**Question**

A crystal of the metallic silicide Ta₂Si is squeezed and stretched in a density functional calculation. At each volume the shape of the cell and the positions of the atoms are relaxed. The table gives the energy above the minimum and the pressure that holds the crystal at that volume. A negative pressure means that the crystal is being pulled outwards on all sides.

Ta₂Si (space group I4/mcm, 6 atoms per cell) in Ansatz 0.2.0: r2SCAN, plane-wave PAW, scalar-relativistic, no spin polarisation, cutoff 500 eV, 10×10×10 k mesh, Gaussian smearing of 0.1 eV. Cell shape and atoms are relaxed at each volume. Energies count from the minimum of a third-order Birch-Murnaghan fit; pressures come from the calculated stress.

```
volume per atom (Å³/atom)  energy over minimum (meV/atom)  pressure (GPa)
                   15.049                            45.4           16.00
                   15.529                            10.7            7.39
                    16.01                             0.0            0.00
                    16.49                             9.8           -6.37
                    16.97                            37.3          -11.84
```

(a) Compare the rows on the two sides of the minimum, and find from the pressures how the stiffness changes with volume.

(b) Explain this change by the forces that hold the crystal together and keep it from collapsing.

(c) Use the stiffness and its change to estimate the energies of the first and last rows.

(d) Does any row need an explanation of its own?

**Model answer**

**(a) The crystal stiffens when squeezed.** The first and last rows lie 6 % in volume below and above the minimum, yet they are not mirror images. Squeezing costs 45.4 meV/atom and stretching 37.3. The pressures differ more strongly, 16.0 GPa against 11.8 GPa of pull.

The right measure of stiffness is the bulk modulus B, the pressure needed per fractional loss of volume. Between two neighbouring rows it is the pressure difference, divided by the volume difference and multiplied by the mean volume. For the first two rows this gives 8.61 × 15.29 / 0.48 ≈ 274 GPa. For the last two rows the same step gives 191 GPa, and the modulus falls at every step between.

The change can be put into one number, B′, the rise of the bulk modulus per unit of pressure. The mean pressures of the two outermost pairs are 11.7 and −9.1 GPa, so B′ ≈ (274 − 191) / (11.7 + 9.1) ≈ 4.0. Each gigapascal of applied pressure thus adds about four gigapascals to the stiffness. This stiffening accounts for most of the asymmetry in the table.

**(b) Repulsion changes faster than attraction.** Two tendencies compete in the crystal. Bonding between the atoms, and the attraction of electrons to the ions, favour a smaller volume. Against them stands the kinetic energy of the electrons, which rises when they are confined to less space. It rises further because the Pauli principle keeps the valence electrons from sharing the states of the filled inner shells.

At the minimum the two tendencies push equally hard in opposite directions, and the pressure is zero. The balance holds for the forces only, not for the rates at which they change. The repulsion is the steeper of the two: a small loss of volume raises it more than it raises the attraction. The difference between these two rates is what we measure as stiffness.

Squeezing makes both the repulsion and the attraction steeper, but the repulsion gains more, so the difference grows and the modulus rises. Stretching lets the repulsion fade first. What then pulls the crystal back is an attraction that is less and less opposed, but that itself weakens with distance. The restoring pressure still grows, though by less with each further step.

A simple energy with two terms shows how steepness enters. Let the repulsion vary as 1/Vᵖ and the attraction as −1/V^q, where V is the volume and p is larger than q. Requiring zero pressure at the minimum and differentiating once more gives B′ = p + q + 2. Steeper forces therefore mean a larger B′, while the strength of the bonding cancels out.

For Ta₂Si the sum p + q must be about 2. The table fixes only this sum, so the two exponents shouldn't be read as properties of real bonds. The calculation doesn't divide its energy into repulsion and attraction either. That the modulus rises under pressure is seen in the numbers; that steep repulsion is the reason is an argument from general physics.

**(c) The energies follow from B and B′.** Let V₀ be the volume at the minimum and x = V/V₀ − 1 the fractional change of volume. For small x, the definitions of B and B′ give the pressure

P ≈ −B x + B (B′ + 1) x²/2.

The first term is an ordinary spring. The second is positive on both sides, so it adds to the pressure of a squeezed crystal and takes away from the pull on a stretched one.

The energy is the work done against this pressure. Adding it up from the minimum gives the energy per atom

E ≈ B V₀ [x²/2 − (B′ + 1) x³/6],

where V₀ is also counted per atom. The square is the same on both sides. The cube changes sign with x, and it makes one side of the valley steeper than the other.

The modulus at the minimum is 228 GPa, from a least-squares fit of a standard pressure law to all five pressures. That law has B′ = 4 built in, in line with the value found in (a). Since 1 eV/Å³ is 160.2 GPa, B V₀ = 228 × 16.01 / 160.2 ≈ 22.8 eV per atom. For a change of 6 % the square term is 22.8 eV × 0.0018 ≈ 41 meV. The cube term is 22.8 eV × 5 × 0.000216 / 6 ≈ 4 meV.

The estimate is therefore 41 + 4 = 45 meV/atom for the squeezed crystal and 41 − 4 = 37 meV/atom for the stretched one. Both agree with the table to within about half a meV. The energies took no part in finding B or B′, although the pressures of these two rows did. A third-order fit to the energies alone, with B′ left free, gives 228.2 GPa and B′ = 4.048. Energy and pressure come from the same calculation and are tied together very nearly as a curve and its slope, so the agreement supports the expansion in x but is no test against a real crystal.

**(d) No row stands apart.** Ta₂Si remains a metal with the same crystal symmetry at all five volumes. The overlap in energy between its highest nominally filled band and the next one shrinks steadily, from 0.92 eV in the most squeezed cell to 0.69 eV in the most stretched. Nothing in the rows calls for a change of state, and the unequal sides belong to one smooth curve.

That smoothness doesn't prove that the structure is stable. The relaxations kept the symmetry of the starting cell and spin polarisation was switched off, so a distorted or magnetic state of lower energy would not have shown itself.

**Remarks on the reasoning**

*A good spring constant doesn't rescue the spring.* A simpler model treats the crystal as a spring whose pressure is proportional to the change of volume. Fitted to the same five pressures, such a spring gives about 42 meV/atom at both ends. This is close to the average of the two values in the table and wrong for each of them. The error lies in the shape of the law, so a better constant cannot remove it.

*Part of the asymmetry is only a matter of counting.* The term B′ + 1 contains a 1 that has nothing to do with stiffening. The same step in Å³ is a larger fraction of a small cell than of a large one, so even a crystal of constant bulk modulus would resist squeezing a little more. Its end pressures would differ by a factor of 1.06, whereas the table has 1.35. Most of the effect is thus a real change of stiffness.

*Pressure shows the asymmetry more clearly than energy.* The end energies differ by a factor of 1.22, less than the pressures do. Energy is work collected on the way from the minimum, and near the minimum the two sides still resist almost equally. Pressure records only the resistance at the end of the path, where the sides differ most. Someone who looks for stiffening in a set of calculations can therefore start from the pressures, after checking that the pressure vanishes close to the energy minimum, as it does here. With too low a cutoff the stress can carry an offset, which would distort the ratio of the end pressures far more than the moduli taken from pressure differences.

*Close to the minimum its exact position matters.* At half the volume change the energies differ by a factor of 1.09, while the expansion gives 1.11. The expansion puts the minimum at the middle row, 16.00957 Å³/atom before rounding, whereas the energy curve has it at 16.008. A good part of this gap is expected from the smearing. The pressure is the slope of the smeared free energy, while the tabulated energies are extrapolated to zero smearing. The entropy term that separates the two grows from 0.014347 to 0.015132 eV per cell between the second and fourth rows, which pushes the energy minimum to a slightly smaller volume. Energies of only 10 meV/atom feel even this small shift. Placing the minimum where the energy curve has it brings the ratio back to 1.09, though that position was itself found from the energies.

*Small changes of length are large changes of stiffness.* Between the first two rows the mean volume is 4.5 % below the minimum, which is only about 1.5 % in length. The modulus there is already 20 % higher than at the minimum. With B′ near 4, a loss of 1 % in volume adds about 4 % to the stiffness, and a loss of 1 % in length adds about 12 %. This is how steeply the balance of forces depends on the distance between atoms.

*What carries over to a similar compound.* The product B V₀ sets the height of the whole curve, because it multiplies both terms of the energy. In this expansion the ratio between the two sides depends only on B′ and on the fractional change of volume. A softer solid with a similar B′ and a similar volume per atom would therefore have a shallower valley with nearly the same lopsided form. A solid with steeper repulsion, but an equally steep attraction, would be expected to have a more lopsided one.

*A rule for quick estimates.* For Ta₂Si, multiply 228 GPa by the fractional change of volume. Then raise the result by 2.5 % for every 1 % of squeezing, or lower it by 2.5 % for every 1 % of stretching. At 6 % the first step gives 13.7 GPa, and the correction turns this into 15.8 GPa of pressure or 11.6 GPa of pull. The rule reproduces all four non-zero pressures of the table to within 2 % of their values; it holds for a crystal without thermal or zero-point motion, and within the range of volumes calculated here.
